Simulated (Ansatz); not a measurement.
## Electron–phonon coupling and T_c of LaC2 (computed with Ansatz 0.2.0)

Space group Immm (No. 71), 3 atoms in the cell of the first input below: a = 4.108 Å, b = 4.108 Å, c = 4.108 Å, α = 122.10°, β = 108.43°, γ = 98.76°.

The structure comes from the Materials Project database of computed cells (whether it is a measured phase wasn't checked), relaxed without spin–orbit coupling to zero pressure (pressure 0.0 GPa with this functional, without spin–orbit coupling). Functional: PBEsol.

Input:

```yaml
crystal:
  lattice:
    - [-1.988405179, 2.4021374514, 2.6745125169]
    - [1.988405179, -2.4021374514, 2.6745125169]
    - [1.988405179, 2.4021374514, -2.6745125169]
  atoms:
    - { symbol: C, position: [0.6348562934, 0.5, 0.1348562934] }
    - { symbol: C, position: [0.3651437066, 0.5, 0.8651437066] }
    - { symbol: La, position: [0.0, 0.0, 0.0] }
basis:
  ecutwfc: 420
  ecutrho_ratio: 4
kpoints:
  mp_grid: { grid: [12, 12, 12] }
hamiltonian:
  xc: pbesol
scf:
  occupations: { method: methfessel_paxton, width: 0.2 }
output: {}
phonons:
  supercell: [2, 2, 2]
  qpath:
    path:
      - [[0.0, 0.0, 0.0], [0.5, 0.5, -0.5], [0.38818488, 0.61181512, -0.38818488]]
      - [[-0.38818488, 0.38818488, 0.38818488], [0.0, 0.0, 0.0], [0.45167239, -0.45167239, 0.45167239]]
      - [[0.54832761, 0.45167239, -0.45167239], [0.5, 0.5, -0.5]]
      - [[0.0, 0.0, 0.0], [0.0, 0.5, 0.0], [0.25, 0.25, 0.25], [0.5, 0.0, 0.0], [0.0, 0.0, 0.0], [0.0, 0.0, 0.5], [0.25, 0.25, 0.25]]
    npoints: 6
  electrical_resistivity: { mesh: [24, 24, 24], temperatures: [50, 100, 200, 300, 500] }
  superconductivity: { mesh: [24, 24, 24], eliashberg_equations: false }
```

```bash
ansatz run input.yaml --threads 8 --pin off --max-ram 15360MiB --backend cpu --events-out ev --progress --plain --runs-dir out
```

Time: 8.8 min on 8 threads of Arm Neoverse V1, with other jobs on the host, peak memory 5.4 GiB.

On the finest mesh λ = 0.3604, ω_log = 22.284 meV, N(E_F) = 0.423 states per eV, spin and cell. λ by mesh: 24×24×24 0.360, 12×12×12 0.361, 6×6×6 0.352.

**Question.** What T_c does McMillan's formula in the Allen–Dynes form give for μ* = 0.10?

**Answer.** T_c = (ω_log/1.2) exp[−1.04(1+λ)/(λ − μ*(1+0.62λ))] = (258.60 K/1.2) × exp(−1.4148/0.2381) = 0.57 K. By mesh, finest first, the same formula gives 0.57, 0.57, 0.48 K.

```csv
μ*,McMillan (K),Allen–Dynes with strong-coupling factors (K)
0.08,0.98,1.00
0.10,0.57,0.57
0.12,0.29,0.29
0.13,0.19,0.19
0.14,0.12,0.12
0.16,0.04,0.04
0.20,0.00,0.00
```

Caveats: no spin-orbit coupling, which matters for these elements; small supercell, couplings not converged in it; with so small a supercell and a typed μ*, T_c can miss a measured one by a factor of two or more.

LaC2 in this orthorhombic cell comes out as a weak-coupling superconductor at best. With λ = 0.3604, the phonon attraction only modestly exceeds the Coulomb repulsion, and T_c depends exponentially on that balance: raising μ* from 0.08 to 0.14 lowers the McMillan value from 0.98 to 0.12 K. The strong-coupling factors change almost nothing, as expected at such a small λ.

The weak coupling fits simple electron counting. Trivalent La and acetylide-like C2 units leave about one electron per formula unit, probably in states mixing La 5d with C–C π* character, which is consistent with the modest N(E_F). The value of ω_log lies far below a C–C stretching energy, which suggests that softer La and C2 motions carry much of the coupling.

The familiar tetragonal dicarbide superconducts at a somewhat higher temperature than the 0.57 K found here, but its C2 units are arranged differently, so the difference is no direct test of the calculated coupling.
